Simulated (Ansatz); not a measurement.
# Sc: the change of pressure and energy above lowest point with volume scale

Free energy against uniform scaling of the volume at fixed shape and fractions; periodic cell, basis, potentials, k mesh and filling as listed. The results are calculated, by Ansatz 0.2.0.

The cell before it is scaled or strained (space group P6_3/mmc, No. 194):
```
Sc
1.0
      3.3090     0.0000     0.0000
     -1.6545     2.8657     0.0000
      0.0000     0.0000     5.2733
Sc
2
Direct
  0.33333 0.66667 0.25000
  0.66667 0.33333 0.75000
```

Settings of every row: functional RPBE; dispersion none; potentials PAW; wave cutoff 530 eV; density cutoff 2120 eV; k mesh 8x8x5; k shift 0x0x0; occupations fermi dirac; smearing width 0.01 eV; spin none.

Limits: coarse k mesh, up to 40 meV an atom off; typed digits lower the symmetry.

```csv
row,volume scale,V (Å³/atom),pressure (GPa),energy above lowest point (meV/atom)
1,0.9,22.502,8.31,74.1
2,0.925,23.127,?,?
3,0.95,23.752,4.46,24.9
4,0.975,24.377,2.83,10.7
5,1,25.002,1.35,2.6
6,1.025,25.627,0.02,0
7,1.05,26.252,-1.18,2.3
8,1.075,26.877,-2.25,9
9,1.1,27.503,-3.21,19.7
```

Question: what pressure and energy above lowest point should row 2 give?

Worked fit of pressure. Take u = (V_r/V)^(2/3) − 1 with V_r = 25.314 Å³ an atom, which is twice the finite (Eulerian) strain; such expansions in the strain, on which the Birch-Murnaghan equation of state is built, carry the rest volume and the bulk modulus. The shown rows have u = 0.08167, 0.04337, 0.02546, 0.0083, -0.00816, -0.02396, -0.03916, -0.05379. Least squares give pressure = 0.668 + 80.66 × u + 158.1 × u² GPa; a straight line predicts inner rows, each left out in turn, worse (root mean square 0.24 against 0.0051 GPa). The rows lie off it by 0.00, 0.00, 0.01, 0.00, 0.00, -0.01, 0.00, 0.00. The pressure vanishes at u = -0.0084, or V = 25.64 Å³ an atom, and there the bulk modulus at fixed shape and fractions is B = −V dP/dV = (2/3)(1 + u) dP/du = 51.6 GPa. Letting shape and atoms relax would as a rule lower it, by much in layered, chain or molecular crystals. The withheld row has u = 0.06209, so the fit gives 0.668 + 80.66 × (0.06209) + 158.1 × (0.06209)² = 6.29 GPa.

The calculation gave 6.28 GPa. The fit lies 0.01 GPa (0.087 % of the column's range) above it, one unit of the last digit.

Worked fit of energy above lowest point. Take u = (V_r/V)^(2/3) − 1 with V_r = 25.314 Å³ an atom, which is twice the finite (Eulerian) strain; such expansions in the strain, on which the Birch-Murnaghan equation of state is built, carry the rest volume and the bulk modulus. The shown rows have u = 0.08167, 0.04337, 0.02546, 0.0083, -0.00816, -0.02396, -0.03916, -0.05379. Least squares give energy above lowest point = 0.67 + 159 × u + 9349 × u² − 3488 × u³ meV/atom; a parabola predicts inner rows, each left out in turn, worse (root mean square 0.27 against 0.042 meV/atom). All shown rows lie on it to the printed digit. Its lowest point lies at u = -0.0085, or V = 25.64 Å³ an atom, and the curvature there gives the bulk modulus at fixed shape and fractions, B = (4/9)(1 + u)² E″(u)/V = 51.5 GPa. Letting shape and atoms relax would as a rule lower it, by much in layered, chain or molecular crystals. The withheld row has u = 0.06209, so the fit gives 0.67 + 159 × (0.06209) + 9349 × (0.06209)² − 3488 × (0.06209)³ = 45.7 meV/atom.

The calculation gave 45.8 meV/atom. The fit lies 0.1 meV/atom (0.13 % of the column's range) below it, one unit of the last digit.
